## Choosing a level of theory for a spin-orbit multiplet: the $^7F$ levels of Sm²⁺

Adding dynamic correlation to a multiconfigurational wavefunction ought to bring computed levels closer to experiment, or else to leave the fine structure of a single term alone, since all $J$ levels of a term share one electrostatic energy. The ground multiplet of Sm²⁺ does neither. Each row below is a level of the term $^7F$ of $4f^6$ ($S=3$, $L=3$) with total angular momentum $J$, and the three error columns give computed less measured energy, rounded to 10 cm⁻¹.

Levels of Sm²⁺ relative to ⁷F₀, from OpenMolcas 26.06 with state-averaged CASSCF and CASPT2 (IPEA shift 0.25 Ha, imaginary shift 0.1 Ha), ANO-RCC-VTZP, DKH2 and a point nucleus; the active shell is in brackets. Spin-orbit state interaction uses atomic mean-field integrals and term energies averaged over components. Measured levels are from NIST.

```
   level  measured (cm⁻¹)  CASSCF (4f) less measured (cm⁻¹)  MS-CASPT2 (4f) less measured (cm⁻¹)  SS-CASPT2 (4f) less measured (cm⁻¹)
4f6 7F 0                0                                 0                                    0                                    0
4f6 7F 1              293                               -10                                   60                                   60
4f6 7F 2              814                                 0                                  140                                  140
4f6 7F 3             1493                                30                                  230                                  230
4f6 7F 4             2278                                80                                  320                                  320
4f6 7F 5             3132                               160                                  390                                  390
4f6 7F 6             4027                               250                                  440                                  440
```

CASSCF lies closer to the measured level in every row above the ground level, with an rms error of 126 cm⁻¹ against 296 cm⁻¹ for CASPT2. The errors accumulate from $J=0$, so the intervals between neighbouring levels say more. The CASSCF interval error rises at every step, from −10 to +90 cm⁻¹, whereas the CASPT2 intervals are all too large, most of all in the middle. CASSCF is better for the four lowest intervals, the two are level within rounding for the fifth, and CASPT2 is better for the top one.

### What sets the spacing

The spin-orbit operator of the shell is $\zeta\sum_i \mathbf{l}_i\cdot\mathbf{s}_i$, with $\zeta$ the 4f spin-orbit constant. In a term of maximum spin below half filling it acts as $A\,\mathbf{L}\cdot\mathbf{S}$ with $A=\zeta/2S=\zeta/6$, which gives

$$E^{(1)}(J)=\frac{\zeta}{12}\left[J(J+1)-24\right]$$

relative to the term. The interval from $J-1$ to $J$ is then $AJ$, which is the Landé rule, and interval over $J$ should be constant. The measured ratio falls instead from 293 to 149 cm⁻¹ along the multiplet.

The standard cause is mixing with other terms of the configuration. The operator conserves $J$ and changes $S$ and $L$ by at most one unit, so it couples $^7F_J$ directly to $^5D$, $^5F$ and $^5G$. A partner at a height $\Delta$ pushes the level down by about $V_J^2/\Delta$, with $V_J\propto\zeta$. The level $J=0$ has only $^5D_0$ partners and $J=6$ only $^5G_6$ partners, because $^5D$ ends at $J=4$, $^5F$ spans 1 to 5 and $^5G$ begins at 2.

The $np^2$ configuration of a carbon-group atom is the simplest system that works this way: $^1S_0$ depresses $^3P_0$ and $^1D_2$ depresses $^3P_2$, so the lower interval widens relative to the upper one. The likeness holds for the ends of the multiplet and for the scaling as $\zeta^2/\Delta$. It stops in the middle, where $^3P_1$ has no partner in $p^2$ but each $^7F_J$ has several, themselves displaced by triplets. In both systems $\zeta$ sets the width of the multiplet and $\zeta/\Delta$ sets its departure from the Landé shape.

### What CASPT2 changes

Dynamic correlation lowers low-spin terms more than the septet, since electrons of opposite spin are not kept apart by exchange and gain more from avoiding each other. The same calculation shows it: all 25 excited terms come down, and the lowest $^5D$ falls from 21610 to 15852 cm⁻¹. The state interaction uses the new term energies with the CASSCF wavefunctions, so $\Delta$ shrinks while $\zeta$ should stay. The strength of the spin-forbidden magnetic-dipole line $^5D_0$–$^7F_1$, which exists only through mixing, grows by a factor of 2.11.

A parametric model puts this in numbers. Term wavefunctions of $4f^6$ come from the Slater integrals $F^2$, $F^4$, $F^6$, fitted by least squares to the excited CASSCF terms; the computed energies of the 26 retained terms stand on the diagonal, and the spin-orbit operator is diagonalised with one $\zeta$. Least squares on the six CASSCF levels $J=1$ to 6 gives $\zeta=1142$ cm⁻¹ and matches them to within about the rounding. With the CASPT2 term energies and nothing refitted, it gives the CASPT2 levels to 7 cm⁻¹ rms, the worst being 12 cm⁻¹ at $J=3$, a little beyond rounding. The model copies the structure of the calculation, so it shows that lower gaps account for the step between the columns and says nothing yet about which column is right.

The estimate can be done by hand for $J=0$, using the lowering of the ground level below the term, a result of the runs that did not enter the fit. First order gives $2\zeta=2285$ cm⁻¹, and the CASSCF lowering is 3157 cm⁻¹. The rest is assigned to the lowest $^5D$ and scaled by the inverse gap:

$$3157-2285=872,\qquad 872\times\frac{21610}{15852}=1189,\qquad 2285+1189=3474\ \text{cm}^{-1}.$$

The CASPT2 run gives 3492 cm⁻¹, so scaling by the gap of the lowest $^5D$ recovers nearly all of the growth. The remainder so scaled also holds the share of higher $^5D$ terms and of higher orders, so the agreement checks the size of the effect and doesn't prove that one partner acts alone.

The shape of the step follows. The ground level drops by an extra 335 cm⁻¹, and every other level appears to rise by that amount less its own extra push. At $J=6$ the step from CASSCF to CASPT2 is 190 cm⁻¹, an extra push of $335-190=145$ cm⁻¹. The step peaks at 240 cm⁻¹ for $J=4$, where the extra push is least. Lower gaps therefore widen the bottom intervals and narrow the top two.

### Why the cruder level looks better

The ratio of the first to the last value of interval over $J$ measures the shape. It is $293/149=2.0$ as measured, $283/164=1.7$ for CASSCF and $353/158=2.2$ for CASPT2. The table thus shows CASSCF too close to the Landé shape and CASPT2 too far from it, by about equal amounts in this ratio. Since the departure grows with $\zeta/\Delta$, too large a $\zeta$ adds to the excess of CASPT2 and hides part of the deficit of CASSCF. Both also make the whole multiplet too wide.

Fitting $\zeta$ to the six measured levels, with each set of gaps in turn and all terms of $4f^6$ in the model, separates width from shape. The CASSCF gaps leave a bowed residual of 38 cm⁻¹ rms, negative in the middle and positive at the top. The CASPT2 gaps leave 14 cm⁻¹ rms, bowed the other way. The fitted $\zeta$ is 4 % and 9 % below the value that the calculation implies.

Within this model the good low levels of CASSCF are a cancellation: too large a $\zeta$ widens all intervals, too weak a mixing narrows the lowest, and the two balance near $J=2$. The CASPT2 gaps mend most of the shape once $\zeta$ is lowered; at the computed $\zeta$ they leave its excess exposed. Freeing a common scale on the CASPT2 gaps as well removes the residual, with the gaps raised by some 7 %; scale and $\zeta$ trade against each other, so only the direction counts, namely that CASPT2 slightly overshoots. Why $\zeta$ is too large has not been tested. A 4f radial function that correlation never relaxes, the mean-field form of the operator and the basis are candidates, and the fitted $\zeta$ absorbs whatever else the one-parameter operator lacks.

### Steps, needs and cost

For thermal and magnetic properties the lowest interval rules. Boltzmann weights with degeneracy $2J+1$ at 300 K put 54 % of free ions in $J=0$ with the measured levels, 53 % with CASSCF and 62 % with CASPT2. The low-temperature Van Vleck susceptibility goes as $1/E(^7F_1)$ in theory, and that factor is 1.04 times the measured one for CASSCF and 0.83 times for CASPT2. Here CASSCF serves, though by a cancellation whose benefit fades as $J$ rises and which need not recur in another ion.

For assigning levels both give the right order, but neither reaches spectroscopic accuracy over the multiplet. At $J=6$ CASSCF is 250 cm⁻¹ too high and CASPT2 440 cm⁻¹, about half of the top interval. CASPT2 also splits the components of $^7F$ artificially by about a hundred wavenumbers, which averaging removes, so its fine structure is defined only after that averaging. Two high singlets of the multistate run are split far more, but this leaves the $^7F$ levels unchanged within the rounding of the table.

For the energies of the quintets, CASPT2 is the better guide. The computed rate and strength of the magnetic-dipole line, related through the cube of the transition energy, place $^5D_0$ near 18800 cm⁻¹ in CASSCF and 13500 cm⁻¹ in CASPT2. The fit to the measured $^7F$ levels with scaled CASPT2 gaps puts it between the two and much nearer to CASPT2. On this indirect evidence CASSCF is too high by thousands of wavenumbers and CASPT2 probably somewhat low, an overshoot whose dependence on the IPEA shift and on correlating only 5s, 5p and 4f is untested.

The MS and SS columns are identical and count as one result, because the large blocks of states ran without multistate coupling; the table is no test of that coupling. Only 105 of the 140 quintet states enter the spin-orbit step, but restoring all omitted terms in the model, at estimated energies, moves the levels by less than 10 cm⁻¹, so a larger state budget is not the first remedy. On cost, six electrons in seven orbitals make a small CASSCF problem. With the active space fixed, CASPT2 scales roughly as the fifth power of the size of the system, less steeply if only the basis grows, and is repeated for each of some hundreds of states, multistate coupling adds work for pairs of states, and a second active shell enlarges the configuration space combinatorially, with a benefit that these runs do not test.

A computed multiplet should be judged by interval over $J$, width and shape apart. Where a lower $\zeta$ would put right the width and most of the shape together, as with CASPT2 here, the spin-orbit constant is the quantity to examine before any costlier treatment of correlation is bought.
